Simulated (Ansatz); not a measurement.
Calibrating PBE0-D4/def2-TZVPP on molecular compounds of Sn

The vertical ionisation energy (cation less neutral) in eV of 6 molecular compounds of Sn: x at PBE0-D4/def2-TZVPP, y at CCSD(T)/def2-TZVPP. Shapes, held fixed at every level: PBE0-D4/def2-TZVP. Flexible molecules stand in one conformer, not always the lowest. Programs: Ansatz 0.2.0.

| molecule | x (eV) | y (eV) |
| --- | --- | --- |
| CH6OSeSn (SMILES C[O][SnH2][SeH]) | 9.23 | 9.32 |
| C3H10O4Sn (SMILES C[O][Sn]([OH])([O]C)[O]C) | 9.75 | 10.33 |
| SiH3(SnH3) | 10.00 | 10.09 |
| C2H6F2O2Sn (SMILES C[O][Sn]([F])([F])[O]C) | 10.47 | ? |
| SnH2BrF (SMILES [F][SnH2][Br]) | 10.89 | 10.98 |
| SnH2(CF3)F | 11.32 | 11.58 |

Task: Fit y = c + s·x to the known rows and predict y for C2H6F2O2Sn.

Result: 
1. Means of the 5 rows: x = 10.2380, y = 10.460.
2. Σ(Δx)² = 2.9067, Σ(Δx·Δy) = 2.8515, so the slope is 2.8515/2.9067 = 0.98101.
3. Intercept: 10.460 − (0.98101) × 10.2380 = 0.416. The largest residual of the fit is 0.35.
4. C2H6F2O2Sn: 0.416 + 0.98101 × 10.47 = 10.69 eV.

CCSD(T)/def2-TZVPP gives 11.02 eV, so the prediction is off by -0.33 eV, within the largest residual. Uncorrected, PBE0-D4/def2-TZVPP misses it by -0.55 eV, and the other rows by 0.22 on average. The line removes about 40 % of this miss. Left out in turn, the other rows are missed by 0.27 eV on average, worse than no correction. Cations run unrestricted. For atoms past krypton def2 sets carry core potentials with scalar relativity. Relativity is left out for Br, Se. Outer-core shells of Br, Se, Sn are correlated, in sets that cover them unevenly.

PBE0 lies below CCSD(T) for every molecule, but the gap does not follow the size of the ionisation energy. It is small and nearly equal for the selenol, the stannylsilane and the bromide, larger for the CF3 compound, and largest for the two molecules with several alkoxy groups. With a slope of 0.98101 the line is almost a constant shift, which overcorrects the first group and undercorrects the alkoxides.

The likely distinction is where the electron comes from: a selenium or bromine lone pair, or the Sn–Si σ bond, in the well-described cases, and oxygen 2p lone pairs in the alkoxides. Several similar oxygen sites let the hole spread, and PBE0 probably overstabilises such a delocalised cation. The single methoxy group of the selenol does not spoil its agreement, as expected if selenium, the softer and less electronegative chalcogen, carries the hole.

The data therefore support a correction by type of hole rather than by energy, though only one fitted molecule represents the oxygen-rich class.
